The local energy and the force bias of an auxiliary-field walker are built from two objects: the overlap of the walker determinant with the trial determinant, and one $M\times M$ matrix. The comments below supply the steps between the anticommutation relations and these objects.

\paragraph{1. Premises and conventions.}
There are $M$ \emph{orthonormal} spin orbitals with $\{a_p,a_q^\dagger\}=\delta_{pq}$, $\{a_p,a_q\}=0$, $a_p|0\rangle=0$, $\langle0|0\rangle=1$. An $M\times N$ complex matrix $\Phi$ defines orbital creators and a determinant,
\begin{equation}
\phi_j^\dagger=\sum_p a_p^\dagger\Phi_{pj},\qquad |\Phi\rangle=\phi_1^\dagger\phi_2^\dagger\cdots\phi_N^\dagger|0\rangle .
\end{equation}
The bra of a second determinant with the same $N$ is the adjoint, which reverses the order and conjugates the coefficients:
\begin{equation}
\langle\Psi|=\langle0|\psi_N\cdots\psi_1,\qquad \psi_i=\sum_p\Psi_{pi}^*a_p .
\end{equation}
The columns of $\Phi$ and $\Psi$ need be neither normalised nor orthogonal. The only relation between the two sets that will be used is
\begin{equation}
\{\psi_i,\phi_j^\dagger\}=\sum_{pq}\Psi_{pi}^*\Phi_{qj}\delta_{pq}=(\Psi^\dagger\Phi)_{ij}\equiv O_{ij}.
\end{equation}
$O$ is $N\times N$. The symbol $|\Phi\backslash j\rangle$ denotes the determinant with column $j$ deleted and the others left in order. All states are zero-temperature states of fixed $N$.

\paragraph{2. One lemma carries all the signs.}
Let $b$ be any linear combination of annihilators and $\beta_j=\{b,\phi_j^\dagger\}$, a number. Writing $b\phi_1^\dagger=\beta_1-\phi_1^\dagger b$ and repeating, $b$ collects one minus sign for each creator that it passes, and the last term vanishes because $b|0\rangle=0$:
\begin{equation}
b|\Phi\rangle=\sum_{j=1}^N(-1)^{j-1}\beta_j\,|\Phi\backslash j\rangle .
\label{lemma}
\end{equation}

\paragraph{3. The overlap.}
The claim is
\begin{equation}
\langle\Psi|\Phi\rangle=\det(\Psi^\dagger\Phi).
\label{ovl}
\end{equation}
For $N=1$, $\langle0|\psi_1\phi_1^\dagger|0\rangle=O_{11}$. Suppose (\ref{ovl}) holds for every pair of $(N-1)$-column matrices. Since $\langle\Psi|=\langle\Psi\backslash1|\psi_1$, the lemma with $b=\psi_1$ gives
\begin{equation}
\langle\Psi|\Phi\rangle=\sum_j(-1)^{1+j}O_{1j}\langle\Psi\backslash1|\Phi\backslash j\rangle .
\end{equation}
By hypothesis the last factor is the determinant of $O$ with row 1 and column $j$ removed, so the sum is the Laplace expansion of $\det O$ along its first row. Nothing was inverted, so (\ref{ovl}) holds for singular $O$ too. The result goes back to L\"owdin's treatment of nonorthogonal determinants (1955).

\paragraph{4. Mixing columns changes only a factor.}
For any $N\times N$ matrix $X$, (\ref{ovl}) gives $\langle\Psi|\Phi X\rangle=\det O\,\det X$ for every $\Psi$. The determinants made of $N$ basis orbitals are a complete set of bras, so
\begin{equation}
|\Phi X\rangle=\det X\,|\Phi\rangle .
\label{mix}
\end{equation}
Up to a factor, a determinant is the $N$-dimensional subspace spanned by its columns.

\paragraph{5. The mixed Green's function.}
Assume $\det O\neq0$ and define
\begin{equation}
G_{pq}=\frac{\langle\Psi|a_p^\dagger a_q|\Phi\rangle}{\langle\Psi|\Phi\rangle}.
\end{equation}
Take $X=O^{-1}$ in (\ref{mix}) and set $\Theta=\Phi O^{-1}$. Then $|\Theta\rangle=|\Phi\rangle/\det O$, so that $G_{pq}=\langle\Psi|a_p^\dagger a_q|\Theta\rangle$, and the columns of $\Theta$ are biorthogonal to those of $\Psi$: $\Psi^\dagger\Theta=1_N$. Apply the lemma twice, with $b=a_q$ on $|\Theta\rangle$, and with $b=a_p$ on $|\Psi\rangle$ followed by the adjoint:
\begin{equation}
a_q|\Theta\rangle=\sum_j(-1)^{j-1}\Theta_{qj}|\Theta\backslash j\rangle,\qquad
\langle\Psi|a_p^\dagger=\sum_i(-1)^{i-1}\Psi_{pi}^*\langle\Psi\backslash i| .
\end{equation}
By (\ref{ovl}), $\langle\Psi\backslash i|\Theta\backslash j\rangle$ is the $(i,j)$ minor of the unit matrix. It is 1 for $i=j$. For $i\neq j$ it is 0, since row $j$ survives but has lost its only nonzero entry with column $j$. Hence $G_{pq}=\sum_i\Theta_{qi}\Psi_{pi}^*$, that is
\begin{equation}
G_{pq}=P_{qp},\qquad P=\Phi\,(\Psi^\dagger\Phi)^{-1}\Psi^\dagger .
\label{G}
\end{equation}
The index order has a plain origin: the annihilated index $q$ belongs to the ket and sits on $\Phi$, the created index $p$ belongs to the bra and sits on $\Psi^*$. For $\hat A=\sum_{pq}A_{pq}a_p^\dagger a_q$ the mixed expectation value, written $\langle\cdot\rangle$ from here on, is
\begin{equation}
\langle\hat A\rangle=\sum_{pq}A_{pq}G_{pq}=\mathrm{tr}(AP),
\end{equation}
which is $\mathrm{tr}(AG^T)$ and not $\mathrm{tr}(AG)$. For symmetric $A$ the two agree, so a transposition slip in a program can stay hidden until a nonsymmetric operator is met. The other ordering, also called $G$ by some authors, is $\langle a_qa_p^\dagger\rangle=\delta_{pq}-G_{pq}=(1-P)_{qp}$.

\paragraph{6. Invariance.}
Replacing $\Phi\to\Phi X$ and $\Psi\to\Psi Y$ with invertible $X,Y$ sends $O^{-1}\to X^{-1}O^{-1}Y^{-\dagger}$ and leaves $P$ unchanged. A walker may therefore be reorthonormalised, $\Phi=QT$ with $T$ triangular and $\Phi\to Q$, without changing $G$; only the overlap loses the factor $\det T$, which has to be booked.

\paragraph{7. Idempotent, trace $N$.}
\begin{equation}
P^2=\Phi O^{-1}(\Psi^\dagger\Phi)O^{-1}\Psi^\dagger=P,\qquad
\mathrm{tr}P=\mathrm{tr}(O^{-1}\Psi^\dagger\Phi)=\mathrm{tr}\,1_N=N .
\end{equation}
Transposition preserves both properties, so they hold for $G$. The trace had to come out so, since $\sum_pa_p^\dagger a_p|\Phi\rangle=N|\Phi\rangle$. Further, $P\Phi=\Phi$, and $Pv=0$ whenever $\Psi^\dagger v=0$. Thus $P$ projects onto the span of $\Phi$ along the orthogonal complement of the span of $\Psi$: an oblique projector with $N$ eigenvalues 1 and $M-N$ eigenvalues 0.

\paragraph{8. How non-Hermitian.}
By comment 6 both sets of columns may be taken orthonormal. Then $\|Ov\|\le\|\Phi v\|=\|v\|$, so the singular values of $O$ can be written $\cos\vartheta_k$, with principal angles $0\le\vartheta_k\le\pi/2$ between the two subspaces, and $|\langle\Psi|\Phi\rangle|=\prod_k\cos\vartheta_k$. With $\Phi^\dagger\Phi=1$,
\begin{equation}
P^\dagger P=\Psi(OO^\dagger)^{-1}\Psi^\dagger ,
\end{equation}
whose nonzero eigenvalues are $1/\cos^2\vartheta_k$ because $\Psi^\dagger\Psi=1$. Two statements follow. The spectral norm is $\|G\|=1/\cos\vartheta_{\max}\ge1$. And if $P$ is Hermitian, then $\sum_k\cos^{-2}\vartheta_k=\mathrm{tr}P^2=N$, which forces every angle to vanish and the two spans to coincide; conversely $\Phi=\Psi$ gives $P=\Psi\Psi^\dagger$. So $G$ is Hermitian exactly when the two determinants are the same state up to a factor. Otherwise its diagonal elements are not confined to $[0,1]$ and can be complex: they are not occupation numbers.

\paragraph{9. One-body exponentials keep a determinant a determinant.}
From $[a_p^\dagger a_q,a_r^\dagger]=\delta_{qr}a_p^\dagger$ follows $[\hat A,a_r^\dagger]=\sum_pa_p^\dagger A_{pr}$. The $n$-fold nested commutator yields $A^n$, so the commutator series gives $e^{\hat A}a_r^\dagger e^{-\hat A}=\sum_pa_p^\dagger(e^A)_{pr}$. Inserting $e^{-\hat A}e^{\hat A}$ between the creators and using $e^{\hat A}|0\rangle=|0\rangle$,
\begin{equation}
e^{\hat A}|\Phi\rangle=|e^A\Phi\rangle .
\label{th}
\end{equation}
This form of Thouless' theorem needs no Hermiticity of $A$. It is why an auxiliary-field step, the exponential of a one-body operator with complex coefficients, maps determinants to determinants, in general not orthogonal to each other or to the trial.

\paragraph{10. Wick's theorem between different determinants.}
That two-body terms factorise into products of $G$ needs proof, since bra and ket are not a common vacuum. Equations (\ref{ovl}) and (\ref{th}) give a generating function,
\begin{equation}
Z(\lambda,\mu)=\langle\Psi|e^{\lambda\hat A}e^{\mu\hat B}|\Phi\rangle=\det W,\qquad W=\Psi^\dagger e^{\lambda A}e^{\mu B}\Phi .
\end{equation}
Jacobi's formula reads $\partial\ln\det W=\mathrm{tr}(W^{-1}\partial W)$. At the origin $W=O$ and $\partial_\lambda W=\Psi^\dagger A\Phi$, so $\langle\hat A\rangle=\mathrm{tr}(O^{-1}\Psi^\dagger A\Phi)=\mathrm{tr}(AP)$, a second proof of (\ref{G}). Differentiating once more, with $\partial W^{-1}=-W^{-1}(\partial W)W^{-1}$ and $\partial_\lambda\partial_\mu W=\Psi^\dagger AB\Phi$,
\begin{equation}
\langle\hat A\hat B\rangle-\langle\hat A\rangle\langle\hat B\rangle=\partial_\lambda\partial_\mu\ln Z\big|_0=\mathrm{tr}(ABP)-\mathrm{tr}(APBP)=\mathrm{tr}[A(1-P)BP].
\end{equation}
Choose $\hat A=a_p^\dagger a_q$ and $\hat B=a_r^\dagger a_s$. The trace becomes $(1-P)_{qr}P_{sp}=(\delta_{qr}-G_{rq})G_{ps}$. On the operator side $a_p^\dagger a_qa_r^\dagger a_s=\delta_{qr}a_p^\dagger a_s+a_p^\dagger a_r^\dagger a_sa_q$, from two anticommutations. The $\delta_{qr}G_{ps}$ terms cancel:
\begin{equation}
\langle a_p^\dagger a_r^\dagger a_sa_q\rangle=G_{pq}G_{rs}-G_{ps}G_{rq}.
\label{wick}
\end{equation}

\paragraph{11. Local energy.}
With $(pq|rs)=\int\!\!\int\chi_p^*(1)\chi_q(1)\frac{e^2}{4\pi\epsilon_0r_{12}}\chi_r^*(2)\chi_s(2)$ and $\hat H=V_{nn}+\sum h_{pq}a_p^\dagger a_q+\frac12\sum(pq|rs)a_p^\dagger a_r^\dagger a_sa_q$,
\begin{equation}
E_L=\frac{\langle\Psi|\hat H|\Phi\rangle}{\langle\Psi|\Phi\rangle}=V_{nn}+\sum_{pq}h_{pq}G_{pq}+\frac12\sum_{pqrs}(pq|rs)\left(G_{pq}G_{rs}-G_{ps}G_{rq}\right).
\label{EL}
\end{equation}
For real basis functions a Cholesky factorisation $(pq|rs)=\sum_\gamma L^\gamma_{pq}L^\gamma_{rs}$ turns the last term into $\frac12\sum_\gamma\{[\mathrm{tr}(L^\gamma P)]^2-\mathrm{tr}(L^\gamma PL^\gamma P)\}$. The numbers $\mathrm{tr}(L^\gamma P)$ also fix the force bias. By cyclicity $\mathrm{tr}(L^\gamma P)=\mathrm{tr}[(\Psi^\dagger L^\gamma)\Theta]$, so with $\Psi^\dagger L^\gamma$ stored once only the $M\times N$ matrix $\Theta$ is needed. Equation (\ref{EL}) has the form of the Hartree--Fock functional but is a Rayleigh quotient only for $\Phi\propto\Psi$; otherwise it has no lower bound.

\paragraph{12. Spin blocks.}
For RHF and UHF determinants, with all spin-up columns placed first in both states, $\Phi$ and $\Psi$ are block diagonal. Then $\langle\Psi|\Phi\rangle=\det O^\uparrow\det O^\downarrow$ and $G=G^\uparrow\oplus G^\downarrow$, each block being idempotent with trace $N_\sigma$. If the numbers of up electrons differ, the blocks of $O$ are rectangular, its rank is below $N$, and the overlap is zero.

\paragraph{13. Atomic-orbital basis.}
The premise of orthonormality fails for atomic orbitals with overlap matrix $S$. Orbitals with coefficients $C$ have $\Phi=S^{1/2}C_\Phi$ in the symmetrically orthonormalised basis, so
\begin{equation}
\langle\Psi|\Phi\rangle=\det(C_\Psi^\dagger SC_\Phi),\qquad D=C_\Phi(C_\Psi^\dagger SC_\Phi)^{-1}C_\Psi^\dagger,\qquad P=S^{1/2}DS^{1/2}.
\end{equation}
The properties become $DSD=D$ and $\mathrm{tr}(DS)=N$, and $\langle\hat A\rangle=\mathrm{tr}(A^{\rm AO}D)$ with $A^{\rm AO}$ the matrix of integrals over the atomic orbitals.

\paragraph{14. Zero overlap.}
Multiplying (\ref{G}) by $\det O$ and using $\mathrm{adj}\,O=\det O\;O^{-1}$,
\begin{equation}
\langle\Psi|a_p^\dagger a_q|\Phi\rangle=[\Phi\,\mathrm{adj}(O)\,\Psi^\dagger]_{qp}.
\end{equation}
Both sides are polynomials in the entries of $\Phi$ and $\Psi^*$ and agree wherever $\det O\neq0$, a dense set, so they agree everywhere. The adjugate consists of $(N-1)\times(N-1)$ minors and vanishes when the rank of $O$ is $N-2$ or less, as the Slater--Condon rule for one-body operators demands. What diverges at a node is the ratio, not the matrix element.

\paragraph{15. Range of validity.}
Equation (\ref{ovl}) is exact for any two determinants of equal $N$ in an orthonormal basis. Equations (\ref{G}), (\ref{wick}) and (\ref{EL}) are exact when also $\det O\neq0$; numerically, rounding is amplified by $1/\cos\vartheta_{\max}$ for each factor of $G$. For a trial $\sum_kc_k|\Psi_k\rangle$ every mixed average is the mean of single-determinant averages with weights $c_k^*\langle\Psi_k|\Phi\rangle$ normalised to unit sum; the averaged $G$ keeps trace $N$ but is in general not idempotent, and (\ref{wick}) must be applied term by term. Paired states without fixed $N$ and trials with an explicit correlation factor are outside the premises. Finally, if the ground state is $|\Psi_0\rangle=\sum_ww_w|\Phi_w\rangle/\langle\Psi|\Phi_w\rangle$ with $\sum_ww_w=\langle\Psi|\Psi_0\rangle\neq0$, then $\sum_ww_wE_L(\Phi_w)/\sum_ww_w=\langle\Psi|\hat H|\Psi_0\rangle/\langle\Psi|\Psi_0\rangle=E_0$. The argument uses $\hat H|\Psi_0\rangle=E_0|\Psi_0\rangle$ and does not extend to $a_p^\dagger a_q$: the walker average of $G$ is not the density matrix of the ground state.

\paragraph{16. Illustration: the model.}
Take H$_2$ with clamped nuclei and one hydrogen 1s function $e^{-r/a_0}$ on each, $a$ and $b$, at $R=4a_0=2.117$~\AA. With $\rho=R/a_0$ and energies in hartree the integrals have closed forms, the last one due to Sugiura (1927):
\begin{align}
S&=e^{-\rho}(1+\rho+\rho^2/3),\qquad S'=e^{\rho}(1-\rho+\rho^2/3),\nonumber\\
h_{aa}&=-\tfrac12-\tfrac1\rho+e^{-2\rho}(1+\tfrac1\rho),\qquad h_{ab}=-\tfrac S2-e^{-\rho}(1+\rho),\nonumber\\
(aa|aa)&=\tfrac58,\qquad (aa|bb)=\tfrac1\rho-e^{-2\rho}\left(\tfrac1\rho+\tfrac{11}8+\tfrac{3\rho}4+\tfrac{\rho^2}6\right),\nonumber\\
(aa|ab)&=e^{-\rho}\left(\rho+\tfrac18+\tfrac5{16\rho}\right)-e^{-3\rho}\left(\tfrac18+\tfrac5{16\rho}\right),\nonumber\\
(ab|ab)&=\tfrac15e^{-2\rho}\left(\tfrac{25}8-\tfrac{23\rho}4-3\rho^2-\tfrac{\rho^3}3\right)\nonumber\\
&\quad+\tfrac6{5\rho}\left[S^2(\gamma_E+\ln\rho)+S'^2\mathrm{Ei}(-4\rho)-2SS'\mathrm{Ei}(-2\rho)\right],
\end{align}
with $\gamma_E$ Euler's constant. At $\rho=4$, $S=0.1893$ and, in eV, $h_{aa}=-20.397$, $h_{ab}=-5.067$, $(aa|aa)=17.007$, $(aa|bb)=6.736$, $(aa|ab)=2.095$, $(ab|ab)=0.425$, $V_{nn}=6.803$. The orthonormal basis is $g,u=(a\pm b)/\sqrt{2(1\pm S)}$. Expanding the products, with $\Sigma=(aa|aa)+(aa|bb)$,
\begin{align}
h_{g,u}&=\frac{h_{aa}\pm h_{ab}}{1\pm S},\qquad J_{gg,uu}=\frac{\Sigma+2(ab|ab)\pm4(aa|ab)}{2(1\pm S)^2},\nonumber\\
J_{gu}&=(gg|uu)=\frac{\Sigma-2(ab|ab)}{2(1-S^2)},\qquad K=(gu|gu)=\frac{(aa|aa)-(aa|bb)}{2(1-S^2)},
\end{align}
giving $h_g=-21.412$, $h_u=-18.909$, $J_{gg}=11.657$, $J_{uu}=12.334$, $J_{gu}=11.872$, $K=5.326$~eV. Inversion symmetry removes $h_{gu}$ and every integral with an odd number of $u$. Results below use unrounded integrals, and total energies are counted from two separate atoms, $-27.211$~eV.

\paragraph{17. The determinants and full CI.}
Let $|\theta\rangle$ have $\Phi^\uparrow=(c,s)^T$ and $\Phi^\downarrow=(c,-s)^T$ in the $(g,u)$ basis, $c=\cos\theta$, $s=\sin\theta$; RHF is $\theta=0$. With one electron per spin each $P^\sigma$ has rank one, so $\mathrm{tr}(LP^\sigma LP^\sigma)=[\mathrm{tr}(LP^\sigma)]^2$, the same-spin terms of (\ref{EL}) cancel, and
\begin{equation}
E_L=V_{nn}+\sum_{pq}h_{pq}(G^\uparrow_{pq}+G^\downarrow_{pq})+\sum_{pqrs}(pq|rs)G^\uparrow_{pq}G^\downarrow_{rs}.
\label{E2}
\end{equation}
For $\Psi=\Phi=|\theta\rangle$ the blocks have $G_{gg}=c^2$, $G_{uu}=s^2$, $G_{gu}=G_{ug}=\pm cs$, the two-electron term is $c^4J_{gg}+s^4J_{uu}+2c^2s^2(J_{gu}-2K)$, and with $x=s^2$
\begin{equation}
E(x)=E_{\rm RHF}-2nx+dx^2,\quad n=J_{gg}-J_{gu}+2K-(h_u-h_g),\quad d=J_{gg}+J_{uu}-2J_{gu}+4K,
\end{equation}
where $E_{\rm RHF}=V_{nn}+2h_g+J_{gg}$, here $2.847$~eV. With $n=7.934$ and $d=21.552$~eV the minimum lies at $x=n/d=0.3681$, $\theta=37.4^\circ$, and $E_{\rm UHF}=E_{\rm RHF}-n^2/d=-0.074$~eV. The point is stationary for independent up and down angles as well, because spin flip combined with inversion leaves the energy unchanged and reflects the plane of the two angles about the line $\theta_\downarrow=-\theta_\uparrow$. Full CI in this basis couples $|g\bar g\rangle$ (2.847~eV) and $|u\bar u\rangle$ ($V_{nn}+2h_u+J_{uu}$, 8.531~eV) through $K$. The lower root is $E_{\rm FCI}=-0.348$~eV with $|\Psi_0\rangle\propto|g\bar g\rangle-\tau|u\bar u\rangle$, and the first row of the eigenvalue equation gives $\tau=(E_{\rm RHF}-E_{\rm FCI})/K=0.5999$. The RHF and UHF errors are 3.195 and 0.274~eV.

\paragraph{18. RHF bra, UHF ket.}
Here $\Psi^\sigma=(1,0)^T$, $O^\sigma=c$, and $\langle{\rm RHF}|{\rm UHF}\rangle=c^2=0.6319$. From (\ref{G}), rows $p$ and columns $q$ in the order $g,u$,
\begin{equation}
G^{\uparrow,\downarrow}=\begin{pmatrix}1&\pm\tan\theta\\0&0\end{pmatrix},\qquad\tan\theta=0.7633 .
\end{equation}
The matrix squares to itself, has trace 1, is not symmetric, and has norm $1/\cos\theta=1.258$. The zero row is physical: $\langle{\rm RHF}|a_u^\dagger=0$. Equation (\ref{E2}) gives
\begin{equation}
E_L=E_{\rm RHF}-K\tan^2\theta=(2.847-3.103)~{\rm eV}=-0.256~{\rm eV}.
\end{equation}
A direct expansion confirms it: $|\theta\rangle=c^2|g\bar g\rangle-s^2|u\bar u\rangle-cs(|g\bar u\rangle-|u\bar g\rangle)$, the last part is odd under inversion and invisible to the RHF bra, and $\langle g\bar g|\hat H|u\bar u\rangle=K$. The value lies 0.092~eV above full CI. Since $|\theta\rangle+|{-\theta}\rangle\propto|g\bar g\rangle-\tan^2\theta|u\bar u\rangle$, two walkers at $\tan^2\theta=\tau$, $\theta=\pm37.8^\circ$, add up to $|\Psi_0\rangle$, and each has $E_L=E_{\rm RHF}-K\tau=E_{\rm FCI}$. Yet their mixed $G_{uu}$ is zero, whereas the ground state holds $\tau^2/(1+\tau^2)=0.265$ electrons per spin in $u$: the warning of comment 15 in numbers. For a general walker with complex ratios $t_\sigma=\Phi^\sigma_u/\Phi^\sigma_g$ one finds $E_L=E_{\rm RHF}+Kt_\uparrow t_\downarrow$, which is unbounded near the node $\Phi^\sigma_g=0$.

\paragraph{19. UHF bra, spin-flipped UHF ket.}
For $\Psi=|\theta\rangle$ and $\Phi=|{-\theta}\rangle$, $O^\sigma=c^2-s^2=\cos2\theta=0.2637$, the overlap is $\omega=\cos^22\theta=0.0695$, and
\begin{equation}
G^\uparrow=\frac1{\cos2\theta}\begin{pmatrix}c^2&-cs\\cs&-s^2\end{pmatrix}=\begin{pmatrix}2.396&-1.829\\1.829&-1.396\end{pmatrix},\qquad G^\downarrow=(G^\uparrow)^T .
\end{equation}
The trace is still 1, the diagonal has left $[0,1]$, and the norm is $1/\cos2\theta=3.792$. The off-diagonal part is antisymmetric while $(gu|rs)=(ug|rs)$, so $K$ drops out of (\ref{E2}):
\begin{equation}
E_L'=V_{nn}+2h_gG_{gg}+2h_uG_{uu}+J_{gg}G_{gg}^2+J_{uu}G_{uu}^2+2J_{gu}G_{gg}G_{uu},
\end{equation}
which is $-4.259$~eV on the scale of comment 16, far below the lowest eigenvalue of the model, as an unbounded ratio may be. The matrix element itself is modest, $\omega E_L'=-0.296$~eV. It enters the Rayleigh quotient of the singlet $|\theta\rangle+|{-\theta}\rangle$,
\begin{equation}
E_+=\frac{E_{\rm UHF}+\omega E_L'}{1+\omega}=-0.346~{\rm eV},
\end{equation}
an upper bound again, with an error of 0.002~eV against full CI.

\paragraph{20. Further stretching, and what the numbers are.}
As $\rho\to\infty$, $S\to0$, $h_u-h_g\to0$ and the three $J$ become equal, so $x\to2K/4K=\frac12$ and $\theta\to45^\circ$. The RHF--UHF overlap tends to $\frac12$, its $G$ stays finite, and its local energy tends to $E_{\rm RHF}-K$, which is the energy of two separate atoms. The overlap of the two UHF determinants tends to zero, their $G$ diverges as $1/\cos2\theta$, and only the unnormalised form of comment 14 remains usable. All energies quoted are those of the two-function model with fixed exponent, not of the molecule. By the variational principle the exact clamped-nucleus energy at 2.117~\AA\ lies below the model's full-CI value, while the algebraic properties of $G$ hold exactly in any basis.